Q: I pull a crystal apart across one plane and record the force. I would have guessed that it climbs until something snaps. What does the calculation give if nothing is allowed to snap?

A: Here is the whole curve for tantalum in an fcc arrangement, cut between two close-packed (111) layers. Opening is the extra distance put into one gap between layers, while both halves stay rigid. Separation energy is the work spent per area of cut, counted from zero opening. Traction is the slope of that energy, the pull per area needed to hold the gap where it is. The uncut crystal at zero opening has the full fcc symmetry, space group Fm-3m; in every other row the changed gap lowers the symmetry.

Rigid opening of fcc Ta (a = 4.220 Å, not relaxed at this level) between two (111) layers, one cut per six-layer cell, atoms unrelaxed. Ansatz 0.2.0, plane-wave PAW, scalar-relativistic PBEsol, no spin polarisation, cutoff 420 eV, k mesh 18×18×4, Gaussian smearing of 0.15 eV. Free energies are per area of cut, relative to zero opening; positive traction resists opening.

```tsv
opening (Å)	separation energy (mJ/m²)	traction (GPa (slope of the separation energy))
-0.3	389.5	-35.38
-0.15	38.5	-12.09
0	0	5.98
0.25	414.2	25.11
0.5	1155	32.42
0.75	1972	32.08
1	2730	28.19
1.5	3890	18.27
2	4594	10.45
3	5193	2.88
4.5	5357	0.21
6	5367	0.01
```

Q: So there is no snap. The traction climbs, turns over somewhere past half an ångström and fades. What makes it turn?

A: Two tendencies compete. Near the rest position the gap behaves like a spring, and each bit of opening asks for a stronger pull. But the spring consists of electrons shared between the two faces, and this sharing weakens as the electron clouds overlap less. Far enough out, the loss of overlap outweighs the extra stretch, and the force falls although the gap still widens.

A hydrogen molecule pulled apart does the same. Its restoring force grows, passes a maximum and dies away, and the energy levels off at that of two free atoms. The likeness covers the shape of the curve, not its height: a metal plane holds many bonds at once, and they share electrons with the bonds that remain.

Q: Can I see the weakening in the numbers, or is it only a picture?

A: You can see the spring soften. Divide the change in traction between neighbouring rows by the change in opening, and you have a stiffness. It is about 120 GPa/Å just below zero opening and 77 GPa/Å just above. Between 0.5 and 0.75 Å it is practically zero, and beyond that it is negative. There is no sudden break, only a steady loss of stiffness that carries the traction through its maximum.

That fading overlap is the reason is an argument from theory, but the far rows fit it. From 3 to 4.5 Å the traction drops from 2.88 to 0.21 GPa, more than tenfold, and over the next 1.5 Å it again drops more than tenfold. Electron clouds outside a metal thin out in this roughly exponential way. The functional lacks the long-range dispersion attraction, so the very weak pull that real faces would still feel at such distances is not in these rows.

Q: Something bothers me at the start. At zero opening the traction is already 5.98 GPa. Shouldn't an undisturbed crystal pull on nothing?

A: It should if it sat at its own preferred size. This cell was not relaxed at this level of theory, and it is too large: its computed pressure is about −6 GPa, which means tension. Layers stacked in a row all carry the same pull, like links of a chain, so the gap that we open starts with the tension of the whole crystal. The traction at zero opening is therefore a property of the chosen cell, not of the cut.

If that one gap is allowed to close, the pull vanishes at an opening of about −0.05 Å. I get this by drawing a straight line between the tractions at −0.15 Å and at zero. The energy gained on the way is only some 15 mJ/m², tiny beside the final cost of the cut. The other gaps and the spacing within the layers remain stretched, so this is a resting point for the gap, not the relaxed crystal.

Q: Then what about the squeezed rows? Pushing in by 0.3 Å costs 389.5 mJ/m², and pulling out by 0.25 Å costs 414.2. That looks nearly symmetric. I expected squeezing to be much harder.

A: The shifted resting point hides the difference. Seen from −0.05 Å, the squeezed row is only 0.25 Å away and the opened one 0.30 Å, so a shorter path costs almost as much. The stiffness shows it more plainly: about 155 GPa/Å between the two squeezed rows, twice the value just above zero opening. Squeezing forces electrons into less room and raises their kinetic energy, while opening loosens the bond.

The same shift explains why the row at −0.15 Å is so cheap, at 38.5 mJ/m². The first third of that push runs downhill.

Q: Could I have estimated the peak without the whole curve?

A: Yes, from two properties: how stiff the gap is at rest, and how much work it takes to separate the halves for good. Call the stiffness k, the total work E₀, and the distance from the resting point d. A plain spring would pull with k·d. Let the grip fade with a length L, and the pull becomes k·d·exp(−d/L).

The area under this curve must equal the total work, which gives E₀ = k·L². The pull is largest at d = L, where it equals k·L/e, with e = 2.718. The energy that belongs to it is E₀[1 − (1 + d/L)·exp(−d/L)], known as the universal binding-energy relation.

Q: Put the numbers in.

A: The stiffness at rest follows from the two rows on either side of the resting point: (5.98 + 12.09)/0.15 ≈ 120 GPa/Å. The total work is the final energy plus the small gain on closing the gap, 5367 + 15 = 5382 mJ/m². Since 100 mJ/m² is 1 GPa·Å, that is 53.8 GPa·Å.

Dividing the work by the stiffness gives L² ≈ 0.45 Å², so L ≈ 0.67 Å. The peak should then be 120 × 0.67/2.718, or about 30 GPa, at an opening near 0.62 Å.

Q: And what does the full calculation say?

A: The energy rises from 1155 to 1972 mJ/m² between 0.5 and 0.75 Å. That is a mean traction of 32.7 GPa, so the true maximum is at least this high, slightly above either table entry. The estimate lies about 9 % below that mean, and it puts the peak in the right interval. Neither of these two rows went into it.

Compare a plain spring with the same stiffness that stores the same total work before it breaks. It would have to reach 114 GPa, more than three times the computed peak. Gradual softening is thus no small correction to the spring picture; it decides the size of the strength.

Q: Does the simple curve hold everywhere, or only at the top?

A: Its shape is right, its details are not. With the two inputs above, it pulls too weakly at every row from zero to 1 Å and too strongly from 1.5 Å outwards. The computed planes keep their grip longer than the formula allows and then let go faster. As a result the energy at 1.5 Å comes out about 7 % below the computed value.

I also fitted the energy formula by least squares to the ten rows from zero opening upwards, with the resting point held at −0.05 Å and the plateau, the depth and L left free. That brings the peak to 32.7 GPa, but now the rows around the peak were part of the fit. The price appears on the squeezed side, which was left out because squeezing tests repulsion: at −0.3 Å the fitted curve gives 550 mJ/m² where the calculation has 389.5. One length cannot describe both the stiffness at rest and the way the bond lets go, and I have no tested explanation for the difference.

Q: In my tests people quote either a strength or an adhesion energy, as if one implied the other.

A: This curve shows why they are different quantities. At 0.5 Å, close to the maximum pull, only 22 % of the final energy has been spent. Most of the work is done after the peak, while the force is already falling. A measurement of the peak alone misses how far the bond reaches, and that reach is a large part of the adhesion energy.

The formula links the two once the stiffness is known, because the peak can also be written as √(k·E₀)/e. Suppose another plane had the same stiffness but a quarter of the separation work. The formula would then give half the peak traction, reached at half the distance from rest. For the cut in the table this kind of estimate was good to about a tenth; for another plane that accuracy would have to be tested.

Q: What sets the final energy itself? Can I count broken bonds?

A: You can, but not as if each bond had a fixed price. An atom inside an fcc crystal has twelve nearest neighbours, and a (111) cut takes three of them from each atom at the new faces. With a rough, recalled cohesive energy of 8 eV per atom for ordinary tantalum, fixed-price bonds would make the cut cost a quarter of that for each face atom. For a pair of atoms, one on either face, this is about 4 eV. The calculation gives 2.6 eV.

Tantalum is bound mainly by its partly filled d band, whose width grows roughly as the square root of the number of neighbours. Going from twelve neighbours to nine then costs only about 13 % of the binding, not 25 %, and the pair estimate drops to about 2.1 eV. In plain terms, the remaining bonds grow stronger when some are cut. The computed cost lies between the two counts and nearer the second, which fits the band argument without proving it. The cohesive energy is only a rough value for a different crystal structure, and the second count leaves out the repulsion between neighbours, which also eases when bonds are cut.

Q: May I use 32 GPa as the strength of a tantalum part?

A: No. Ordinary tantalum is bcc, and this is a stretched fcc crystal. The number is also the pull needed to part every atom of a perfect plane at the same moment, whereas a real part yields earlier through dislocations or cracks.

The energy needs similar care. The plateau of 5367 mJ/m² pays for two faces, about 2684 mJ/m² each, with all atoms frozen in their bulk positions. Letting the face atoms settle could only lower that cost. The PBEsol functional was also run on PAW datasets made for PBE, an uncertainty that was not tested here. What carries over to another metal is the way of reading such a curve: find the resting point first, then the stiffness there, then the total work, and use the formula for a first estimate of the peak, whose accuracy has to be tested for each metal.
